**Umbrella inversion of AsH3: shape of the barrier and of the dipole curve**

The table holds the energy and the dipole magnitude of AsH3 along a rigid umbrella scan from 55° (near the minimum) to 90° (planar), at the non-relativistic, restricted BP86/def2-TZVP level. The program converts the scan angle to H–As–H angles and H···H distances, forms steps and second differences, and tests the parameter-free double well $B(1-q^2/q_0^2)^2$, with $q$ the angle from planarity, $B$ the rigid barrier of 176.7 kJ/mol and $q_0$ taken from the relaxed geometry. The quartic is too high by up to 20.7 kJ/mol (12% of the barrier) and puts the inflection at 70° instead of 75°; the ratio of well to top curvature is about 0.6 instead of 2. The second differences fall smoothly along the whole scan. The dipole peaks near 75°, and its quotient by $\cos x$ changes tenfold, which rules out fixed bond dipoles as the only source.

AsH3 in the gas phase, closed-shell singlet, computed with PySCF 2.14.0 at the restricted BP86/def2-TZVP level with density fitting and a non-relativistic Hamiltonian. The angle of all three bonds to the threefold axis is varied together, with the As–H bonds fixed at 1.54 Å. Energies are relative to the relaxed structure (H–As–H angle 91°).

## The fit in Python

```python
# Table: rigid umbrella scan of AsH3 (PySCF, BP86/def2-TZVP, restricted, non-relativistic): energy above the
# relaxed structure (kJ/mol) and dipole magnitude (D) against x, the angle of each bond to the C3 axis.
# Tested: smoothness and shape of E(x), a parameter-free quartic double well, and whether d follows cos x.
T = {
    'x': [55, 60, 65, 70, 75, 80, 85, 90],  # °
    'e0': [0.1, 5.8, 25.5, 56.8, 95.7, 135.1, 165.3, 176.7],  # kJ/mol
    'd0': [0.23, 0.37, 0.51, 0.62, 0.67, 0.59, 0.35, 0.0],  # D
}
import numpy as np
from scipy import constants as C
x = np.array(T['x'], float); E = np.array(T['e0'], float); d = np.array(T['d0'], float)
rho, z = 1.27, 0.87   # H position (A) from the geometry output of the same calculation
r = np.hypot(rho, z); x0 = np.degrees(np.arctan2(rho, z))
hah = lambda a: np.degrees(np.arccos(1 - 1.5*np.sin(np.radians(a))**2))
xlo = np.degrees(np.arctan2(rho-.005, z+.005)); xhi = np.degrees(np.arctan2(rho+.005, z-.005))
print(f"listed geometry: r = {r:.2f} A, x0 = {x0:.1f} deg ({xlo:.1f}-{xhi:.1f} by rounding), H-As-H = {hah(x0):.1f} deg")
print("rounding: E 0.05 kJ/mol, step 0.1, second difference 0.2; d 0.005 D")
c = np.cos(np.radians(x)); hh = np.sqrt(3)*r*np.sin(np.radians(x))
print("x/deg  H-As-H/deg  As height/A  H..H/A  E/(kJ/mol)  E/barrier")
B = E[-1]; h = x[1] - x[0]
for i in range(len(x)):
    print(f"{x[i]:4.0f} {hah(x[i]):9.1f} {r*c[i]:11.2f} {hh[i]:9.2f} {E[i]:9.1f} {E[i]/B:9.2f}")
mol_eV = C.e*C.N_A/1e3
print(f"rigid barrier {B:.1f} kJ/mol = {B/mol_eV:.2f} eV = {B*1e3/(C.R*298.15):.0f} RT at 298 K")
st = np.diff(E)
print("steps per 5 deg, kJ/mol:", " ".join(f"{s:.1f}" for s in st))
s2 = np.diff(np.append(E, E[-2]), 2)   # mirror image across 90 deg gives the last point
print("second differences at x = 60..90, kJ/mol:", " ".join(f"{s:.1f}" for s in s2))
j = np.where(s2 > 0)[0][-1]
xi = x[j+1] + h*s2[j]/(s2[j] - s2[j+1])
q = 90 - x; q0 = 90 - x0
print(f"inflection: table x = {xi:.1f} deg, quartic x = {90 - q0/np.sqrt(3):.1f} deg")
kmin = 2*E[1]/(x[1] - x0)**2*h*h
print(f"curvature per (5 deg)^2, kJ/mol: at 60 deg {s2[0]:.1f}, from E(60) and x0 {kmin:.1f}, at 90 deg {s2[-1]:.1f}")
print(f"ratio well/top curvature: {s2[0]/-s2[-1]:.2f} and {kmin/-s2[-1]:.2f}; quartic gives 2")
drop = B - E[[-2, -3, -4]]
print("drop from top at q = 5, 10, 15 deg, kJ/mol:", " ".join(f"{v:.1f}" for v in drop))
print(f"  ratios 1 : {drop[1]/drop[0]:.2f} : {drop[2]/drop[0]:.2f}; pure q^2 gives 1 : 4 : 9")
Qa = B*(1 - (q/q0)**2)**2
Qh = B*(1 - (c/np.cos(np.radians(x0)))**2)**2
print("quartic B(1-q^2/q0^2)^2, kJ/mol: x, in angle, minus table, in As height, minus table")
for i in range(len(x)):
    print(f"{x[i]:4.0f} {Qa[i]:8.1f} {Qa[i]-E[i]:7.1f} {Qh[i]:8.1f} {Qh[i]-E[i]:7.1f}")
w = np.argmax(abs(Qa - E)); w2 = np.argmax(abs(Qh - E))
print(f"worst: angle x = {x[w]:.0f}, {Qa[w]-E[w]:+.1f} ({100*(Qa[w]-E[w])/B:.0f}% of barrier); height x = {x[w2]:.0f}, {Qh[w2]-E[w2]:+.1f}")
sp = [B*(1 - (q[w]/(90 - a))**2)**2 - E[w] for a in (xlo, xhi)]
print(f"  worst angle residual over the x0 range: {sp[1]:+.1f} to {sp[0]:+.1f} kJ/mol")
D = 1e-21/C.c
dc = d[:-1]/c[:-1]; ch = dc*D/(3*r*1e-10*C.e)
print("x, dipole/D, d/cos x in D, fixed charge per H that it would need in e (magnitude)")
for i in range(len(dc)):
    print(f"{x[i]:4.0f} {d[i]:6.2f} {dc[i]:7.2f} {ch[i]:7.3f}")
print(f"at 90 deg d = {d[-1]:.2f} D; d/cos x grows by a factor {dc[-1]/dc[0]:.1f} from 55 to 85 deg")
print("dipole steps per 5 deg, D:", " ".join(f"{s:+.2f}" for s in np.diff(d)))
m = int(np.argmax(d))
xp = x[m] + h*(d[m-1] - d[m+1])/(2*(d[m-1] - 2*d[m] + d[m+1]))
print(f"dipole peak: row {x[m]:.0f} deg, three-point vertex {xp:.1f} deg, peak / row 55 = {d[m]/d[0]:.1f}")
print(f"dipole at q = 5, 10, 15 deg: 1 : {d[-3]/d[-2]:.2f} : {d[-4]/d[-2]:.2f}; linear gives 1 : 2 : 3")
assert np.all(st > 0) and np.all(np.diff(hh) > 0)
assert np.all(np.diff(s2) < 0)
assert kmin/-s2[-1] < 2 and s2[0]/-s2[-1] < 2
assert 0 < m < len(d) - 1 and np.all(np.diff(dc) > 0)
```

Running it gives:

```
listed geometry: r = 1.54 A, x0 = 55.6 deg (55.3-55.8 by rounding), H-As-H = 91.2 deg
rounding: E 0.05 kJ/mol, step 0.1, second difference 0.2; d 0.005 D
x/deg  H-As-H/deg  As height/A  H..H/A  E/(kJ/mol)  E/barrier
  55      90.4        0.88      2.18       0.1      0.00
  60      97.2        0.77      2.31       5.8      0.03
  65     103.4        0.65      2.42      25.5      0.14
  70     108.9        0.53      2.51      56.8      0.32
  75     113.5        0.40      2.58      95.7      0.54
  80     117.1        0.27      2.63     135.1      0.76
  85     119.2        0.13      2.66     165.3      0.94
  90     120.0        0.00      2.67     176.7      1.00
rigid barrier 176.7 kJ/mol = 1.83 eV = 71 RT at 298 K
steps per 5 deg, kJ/mol: 5.7 19.7 31.3 38.9 39.4 30.2 11.4
second differences at x = 60..90, kJ/mol: 14.0 11.6 7.6 0.5 -9.2 -18.8 -22.8
inflection: table x = 75.3 deg, quartic x = 70.1 deg
curvature per (5 deg)^2, kJ/mol: at 60 deg 14.0, from E(60) and x0 14.9, at 90 deg -22.8
ratio well/top curvature: 0.61 and 0.65; quartic gives 2
drop from top at q = 5, 10, 15 deg, kJ/mol: 11.4 41.6 81.0
  ratios 1 : 3.65 : 7.11; pure q^2 gives 1 : 4 : 9
quartic B(1-q^2/q0^2)^2, kJ/mol: x, in angle, minus table, in As height, minus table
  55      0.2     0.1      0.2     0.1
  60     10.2     4.4      8.3     2.5
  65     39.4    13.9     34.3     8.8
  70     77.5    20.7     71.0    14.2
  75    115.9    20.2    110.4    14.7
  80    148.1    13.0    144.9     9.8
  85    169.3     4.0    168.4     3.1
  90    176.7     0.0    176.7     0.0
worst: angle x = 70, +20.7 (12% of barrier); height x = 75, +14.7
  worst angle residual over the x0 range: +19.5 to +21.9 kJ/mol
x, dipole/D, d/cos x in D, fixed charge per H that it would need in e (magnitude)
  55   0.23    0.40   0.018
  60   0.37    0.74   0.033
  65   0.51    1.21   0.054
  70   0.62    1.81   0.082
  75   0.67    2.59   0.117
  80   0.59    3.40   0.153
  85   0.35    4.02   0.181
at 90 deg d = 0.00 D; d/cos x grows by a factor 10.0 from 55 to 85 deg
dipole steps per 5 deg, D: +0.14 +0.14 +0.11 +0.05 -0.08 -0.24 -0.35
dipole peak: row 75 deg, three-point vertex 74.4 deg, peak / row 55 = 2.9
dipole at q = 5, 10, 15 deg: 1 : 1.69 : 1.91; linear gives 1 : 2 : 3
```
